Does the hyperfine constant of an atom beside a hafnium vacancy tell how far the atom is from the defect, or how much spin it carries? In hafnium oxide the vacancy takes away four electrons that the oxygens had drawn from the metal. Charge −2 gives two of them back, so two holes remain. They sit mainly in oxygen 2p states, the highest filled ones, and here their spins are parallel.

Ansatz 0.2.0, PBE with plane waves and default PAW datasets, scalar-relativistic, spin-polarised, 420 eV cutoff, 3×3×3 k-point mesh. The 23-atom HfO2 supercell has one Hf vacancy with charge −2 and two unpaired electrons; its ions were relaxed. The isotropic constant A, defined by H = A I·S, comes from the contact spin density alone, with core response included. The table lists only the 16 sites nearest to the vacancy, among them ten of the cell's 16 oxygens; the comparisons and fits below cover only these.

```
atom  distance from the defect (Å)  site moment (muB)  mass number  isotropic hyperfine constant (MHz)
 O16                          2.18               0.48           17                               -11.9
 O18                          2.22               0.51           17                               -15.7
  O9                          2.32               0.04           17                                -1.2
 O12                          2.41               0.04           17                                -0.3
 O10                          2.42               0.04           17                                -1.1
 O23                          2.44               0.19           17                                -5.0
 Hf5                          3.26              -0.01          177                                -7.3
 Hf4                          3.33               0.00          177                                -1.7
 Hf2                          3.34               0.00          177                                -6.6
 Hf3                          3.34               0.00          177                                -8.5
 Hf6                          3.35               0.00          177                                -7.4
 Hf7                          3.42               0.00          177                                -2.1
 O19                          3.44               0.08           17                                -2.0
 O17                          3.69               0.11           17                                -3.4
 O22                          3.69               0.05           17                                -1.6
 O21                          3.69               0.10           17                                -2.7
```

Distance is the tempting answer. The two oxygens nearest to the vacancy, O16 and O18, have by far the largest constants of their element, and a steep decay seems to follow. But if distance alone decided, two oxygens equally far out would have to agree. O10 and O23 lie only 0.02 Å apart in distance, yet their constants are −1.1 and −5.0 MHz.

What does differ between these two is the site moment, which is about five times larger on O23. The outer oxygens tell the same story: the four beyond 3.4 Å have larger constants on average than O9, O12 and O10 close by. In this small cell the outer sites also feel periodic images of the vacancy, so the inner pair is the cleaner evidence.

The reason lies in the shape of the orbitals. The isotropic constant measures spin density at the nucleus itself, where a p orbital vanishes. A pure 2p hole therefore contributes nothing directly. It acts through exchange, which shifts the up and down electrons of the s shells slightly against each other, and through any s character mixed into the hole.

Two limits fix the simplest law for this. Suppose that only an atom's own spin acts on its s shells. Without that spin they stay paired and the constant vanishes; with it reversed, the contact density changes sign. For a modest polarisation this leaves a straight line through the origin,

$$A = k\,m,$$

where $A$ is the isotropic hyperfine constant, $m$ the site moment and $k$ one number for oxygen. The s character fits the same law if it is a similar fraction of the hole at each site. $k$ is negative here because the contact density has the same sign as the local spin, while the nuclear moment of oxygen-17 points against the nuclear spin. That sign is a net result: the 1s and 2s shells are expected to polarise in opposite directions, so $k$ is a difference of larger terms and sensitive to the functional.

A fair test takes $k$ from the eight weakly polarised oxygens alone, which gives about −27 MHz per Bohr magneton. For O18, which had no part in that fit, the estimate is $-27 \times 0.51 \approx -14$ MHz. The table has −15.7 MHz, so the estimate is about 11% too small in size. For O16 it is too large by a similar fraction.

Fitted to the ten listed oxygens, the line has a typical miss of 0.7 MHz. An exponential in distance misses by 2.9 MHz, although it has one more adjustable constant; the printed output after this text gives both fits. The exponential is only one possible distance law; the evidence against any steady decay is the O10 and O23 pair and the outer oxygens. The line does not explain why O18 has a constant a third larger than O16 at nearly the same moment. A different share of s character is a plausible guess. That share is expected to grow as an oxygen's surroundings become more lopsided, so $k$ need not carry over to other structures. O12 is much smaller in size than the line gives, but contact densities this small are uncertain by their own size.

Hafnium sets a second trap. Hf3 has −8.5 MHz, more in size than O23, which invites the reading that a hole sits on the metal. Its moment, however, is less than 1% of that on O18. The oxygen line, corrected for the different nuclear moments, would give Hf3 only about −0.04 MHz, so one scale for both elements fails completely.

Theory offers a natural cause. Exchange draws bonding electrons with the majority spin towards the spin-carrying oxygens and leaves a little opposite spin on hafnium. Near a heavy nucleus an s electron is strongly concentrated, so even a small imbalance gives a large contact density. The signs agree with this: the nuclear moment of hafnium-177 is positive, and a negative constant there means spin at the nucleus opposite to that of the holes. Hafnium even seems to have a rough scale of its own: with more digits than the table shows, the two listed sites with the smallest opposite moments, Hf4 and Hf7, also have the smallest constants. The finer order among the six is too uncertain to interpret. Polarisation of the s shells by spin in hafnium 5d states could also contribute; these numbers, computed without spin-orbit coupling, do not separate the two routes.

O16 and O18 together hold only about half of the total moment, and most of the rest is spread over other oxygens, so this is not a picture of two holes each confined to one atom. The gap between filled and empty states in this run is only about 0.04 eV, so the holes are barely split off from the valence band. In so small a charged cell, with its uniform background, the spread may depend on cell size as well as on the functional. The moment accounts for the oxygen constants, but not for the large shares of these two sites. Closeness may even be partly a consequence. The ions were relaxed, and an oxygen that holds a hole is less negative, so the negative vacancy should repel it less. This calculation does not test that idea.

In practice, read an oxygen hyperfine pattern as a rough map of spin, and give each element its own scale. The value of $k$ belongs to this state with two unpaired electrons, because $A$ is defined against the total spin. Semilocal functionals spread holes too far and underestimate core polarisation, so both the moments and $k$ carry errors; check the spread with a hybrid functional before assigning a measured spectrum. The dipolar part of the coupling, not listed here, comes from the 2p spin directly and is the better measure of it. The isotropic pattern is no ruler for the distance to the vacancy.

Output of the analysis:

```
fit of A on 10 rows (ox): coefficient of mf -27.73 +/- 1; rms 0.725, worst O16 -1.49, leave-one-out rms 1.22
  rows outside the fit (model, value, miss): Hf5 0.1579, -7.3, 7.46; Hf4 0.02988, -1.7, 1.73; Hf2 0.1068, -6.6, 6.71; Hf3 0.1179, -8.5, 8.62; Hf6 0.09266, -7.4, 7.49; Hf7 0.04443, -2.1, 2.14
fit of A on 10 rows (ox): coefficient of exp(-(r - min(r))/s) -14.55 +/- 2.5, s 0.1219; rms 2.94, worst O18 5.22, leave-one-out rms 7.43
  rows outside the fit (model, value, miss): Hf5 -0.002062, -7.3, 7.3; Hf4 -0.001161, -1.7, 1.7; Hf2 -0.00107, -6.6, 6.6; Hf3 -0.00107, -8.5, 8.5; Hf6 -0.0009854, -7.4, 7.4; Hf7 -0.0005548, -2.1, 2.1
rms miss of the local-moment model, oxygen rows (MHz): 0.7253
rms miss of the distance model, oxygen rows (MHz): 2.942
rank correlation of size of A with distance, oxygen: -0.1879
rank correlation of size of A with moment, oxygen: 0.9879
share of the 2 muB on O16 and O18 together (percent): 49.81
distance O23 less O10 (angstrom): 0.02
ratio of A, O23 to O10: 4.545
ratio of moments, O23 to O10: 5.111
mean size of A of O9, O12, O10 (MHz): 0.8667
mean size of A of the four outer oxygens (MHz): 2.425
A per moment, oxygen rows in table order (MHz/muB): O16 -24.64, O18 -30.59, O9 -27.49, O12 -7.417, O10 -29.95, O23 -26.64, O19 -26.23, O17 -30.23, O22 -32.69, O21 -27.75
slope from the eight weakly polarised oxygens (MHz/muB): -27.25
O16 predicted by that slope (MHz): -13.16
O18 predicted by that slope (MHz): -13.98
ratio of A, O18 to O16: 1.319
ratio of moments, O18 to O16: 1.063
O12 predicted by the fit to all oxygens (MHz): -1.121
spread of Hf distances (angstrom): 0.16
largest over smallest size of A among Hf: 5
Hf3 predicted by the oxygen scale with g factors (MHz): -0.03569
contact spin density, Hf3 relative to O18: -1.789
size of moment, Hf3 relative to O18 (percent): 0.8289
```
